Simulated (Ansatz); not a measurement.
**Strength of the O–Ge bond: CH6GeO → GeH3 + CH3O**

Species: CH6GeO `C[O][GeH3]`, singlet; GeH3 `[GeH3]`, doublet; CH3O `C[O]`, doublet. 

Shapes, held fixed at every level: PBE0-D4/def2-TZVP. Programs: Ansatz 0.2.0. The zero-point and thermal change to 298 K, harmonic and unscaled (PBE0-D4/def2-TZVP), is -18.2 kJ/mol.

```csv
level,kind,ΔH(298 K) (kJ/mol),less CCSD(T)/def2-TZVPP
SPW92/def2-TZVPP,LDA,+409.3,+39.4
BHLYP-D4/def2-TZVPP,global hybrid,+338.6,-31.3
wB97X-V/def2-TZVPP,range-separated hybrid,+366.7,-3.2
MP2/def2-SVP,perturbation theory,+381.3,+11.4
MP2/def2-TZVPP,perturbation theory,+406.4,+36.5
CCSD(T)/def2-SVP,coupled cluster or CI,+349.8,-20.1
CCSD/def2-SVP,coupled cluster or CI,+343.1,-26.8
CCSD(T)/def2-TZVPP,coupled cluster or CI,+369.9,0.0
```

The highest level, CCSD(T)/def2-TZVPP, gives ΔH(298 K) = +369.9 kJ/mol; the levels span +338.6 to +409.3. The column of differences is taken from that level and isn't an error. No measured value is set beside it here. Open shells run unrestricted unless RO is named. Relativity is left out for Ge unless named. Correlated rows may include outer-core shells of Ge, which these sets cover unevenly.

Homolysis of the Ge–O bond is strongly endothermic at every level, with +369.9 kJ/mol from CCSD(T)/def2-TZVPP. The strength fits a short, very polar σ bond between electropositive germanium and oxygen, whose ionic contribution is lost when two neutral radicals form; methoxy, with its unpaired electron largely confined to oxygen, gains little compensating delocalisation.

Breaking the bond also unpairs two electrons, so the molecule has more correlation energy to lose than the fragments. Local-density overbinding and the low BHLYP value fit this picture, the latter probably because its large share of exact exchange leaves left-right correlation underdescribed. In the smaller basis, triples strengthen the bond only modestly, whereas enlarging the basis raises both MP2 and CCSD(T) much more. The coupled-cluster value is therefore probably not converged with basis, and the closeness of wB97X-V to it doesn't establish that functional's accuracy. Nor does a high homolytic strength imply resistance to hydrolysis, which proceeds by nucleophilic attack at germanium.
